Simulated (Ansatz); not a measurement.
## Relative energies of GeH4S2 isomers

2 of its isomers, all singlets with charge 0: A = `[SH][GeH2][SH]`; B = `S[S][GeH3]`.

Shapes, held fixed at every level: PBE0-D4/def2-TZVP. Flexible molecules stand in one conformer, not always the lowest. Programs: Ansatz 0.2.0.

A:

```xyz
7

S    -1.9952   -0.1107   -0.1682
Ge    0.0729    0.5725    0.2706
S     1.4298   -1.0386    0.9773
H    -1.6623   -0.6909   -1.3326
H     0.6692    1.2157   -0.9892
H    -0.0552    1.5495    1.4423
H     1.6020   -1.5655   -0.2458
```

B:

```xyz
7

S    -1.0852   -1.9651    0.0025
S    -1.4183   -0.0006    0.5188
Ge    0.6467    0.8033    0.2332
H    -1.3180   -1.8616   -1.3200
H     1.0360    0.6499   -1.2445
H     0.5857    2.2858    0.6352
H     1.6146    0.0204    1.1291
```

Electronic energies in kJ/mol, without zero-point or thermal terms.

**Question.** Which isomer should be the most stable, and roughly by how much?

**Answer.** A < B in rising energy, over a span of 95 kJ/mol, by CCSD(T)/def2-TZVPP. All levels agree on that. The B − A difference spans +81.1 to +108.4 kJ/mol over the levels. Relativity is left out for Ge. Outer-core shells of Ge are correlated in most correlated rows, in sets that cover them unevenly.

```json
{"level": "HF/def2-TZVPP", "kind": "Hartree–Fock", "B − A": "+96.4"}
{"level": "SPW92/def2-TZVPP", "kind": "LDA", "B − A": "+81.1"}
{"level": "B3LYP-D4/def2-TZVPP", "kind": "global hybrid", "B − A": "+84.7"}
{"level": "BHLYP-D4/def2-TZVPP", "kind": "global hybrid", "B − A": "+89.8"}
{"level": "r2SCAN0-D4/def2-TZVPP", "kind": "global hybrid", "B − A": "+91.2"}
{"level": "MP2/def2-SVP", "kind": "perturbation theory", "B − A": "+108.4"}
{"level": "CCSD(T)/def2-TZVPP", "kind": "coupled cluster or CI", "B − A": "+94.8"}
```

The dithiol, with both sulfur atoms bound to germanium, lies clearly below the germyl disulfane, and the spread between methods is far too small to threaten that order. The reason can be read from the bonds exchanged. Going from A to B gives up a Ge–S and an S–H bond for an S–S and a Ge–H bond. The Ge–S bond is strengthened by its polarity, whereas the S–S bond is homonuclear and weakened by repulsion between adjacent sulfur lone pairs. S–H is also stronger than Ge–H, so both parts of the exchange favour A.

Hartree–Fock, at +96.4 kJ/mol, falls close to the coupled-cluster value of +94.8 kJ/mol. This suggests that correlation contributes similarly to the two isomers, as is plausible when both have the same number of electron pairs and only single bonds, rather than that it is small in either. The energy difference gives a thermodynamic preference only; how readily the disulfane would rearrange depends on a barrier that was not computed.
